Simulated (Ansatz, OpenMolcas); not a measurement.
**CH7AlSi (SMILES [CH3][AlH][SiH3]): methods side by side**

CH7AlSi: 10 atoms, total charge 0, spin state singlet. SMILES: `[CH3][AlH][SiH3]`. The coordinates come from a PBE0-D4/def2-TZVP relaxation.

```tsv
atom	x (Å)	y (Å)	z (Å)
C	-1.4284	0.9672	-0.7924
Al	0.4091	0.3095	-0.7209
Si	1.1617	-1.1073	1.1454
H	-1.9092	0.6593	-1.7275
H	-2.0506	0.6241	0.0366
H	-1.4380	2.0630	-0.7904
H	1.4169	0.7092	-1.8877
H	0.3349	-2.3476	1.2410
H	1.0002	-0.3950	2.4485
H	2.5866	-1.5336	1.0504
```

Each level gives the energy change with the Si3–H9 bond stretched from 1.494 to 1.942 Å (eV). The values are calculated.

```tsv
level	kind	program	value (eV)	CPU time (all runs)
SVWN5/cc-pVDZ (restricted)	LDA	OpenMolcas	0.82	37 s
TPSS/cc-pVDZ (restricted)	meta-GGA	OpenMolcas	0.90	71 s
r2SCAN/cc-pVDZ (restricted)	meta-GGA	Ansatz	0.89	26 s
B3LYP/cc-pVDZ (restricted)	global hybrid	OpenMolcas	0.89	52 s
M06-2X/cc-pVDZ (restricted)	hybrid meta-GGA	OpenMolcas	0.97	66 s
PBE0/cc-pVDZ (restricted)	global hybrid	Ansatz	0.91	16 s
PBE-QIDH/cc-pVDZ (restricted)	double hybrid	Ansatz	1.00	23 s
RPA@PBE/cc-pVDZ (restricted)	RPA	Ansatz	0.89	23 s
```

The first shape isn't each level's own minimum. The values span 0.82 to 1.00 eV. Times are those of the runs behind each value, whatever else they computed, on shared processors of several kinds: orders of magnitude only.

Stretching the Si–H bond costs close to 0.9 eV at most levels, with SVWN5 lowest at 0.82 eV and PBE-QIDH highest at 1.00 eV. The cost arises because the overlap between the silicon hybrid orbital and hydrogen 1s falls, weakening the σ bond and bringing its bonding and antibonding orbitals closer together. The energy is still well below that of a typical Si–H bond cleavage, so the stretched shape represents a weakened covalent bond rather than separated radicals.

The values don't rise steadily with the sophistication of the functional: B3LYP matches r2SCAN and RPA at 0.89 eV, and lies just below TPSS. M06-2X and PBE-QIDH stand apart at the top, possibly because their large share of exact exchange penalises the stretched electron pair in a restricted description. The clustering of the other levels supports a consistent estimate of the stretching cost, but agreement among approximate methods doesn't establish which value is most accurate.
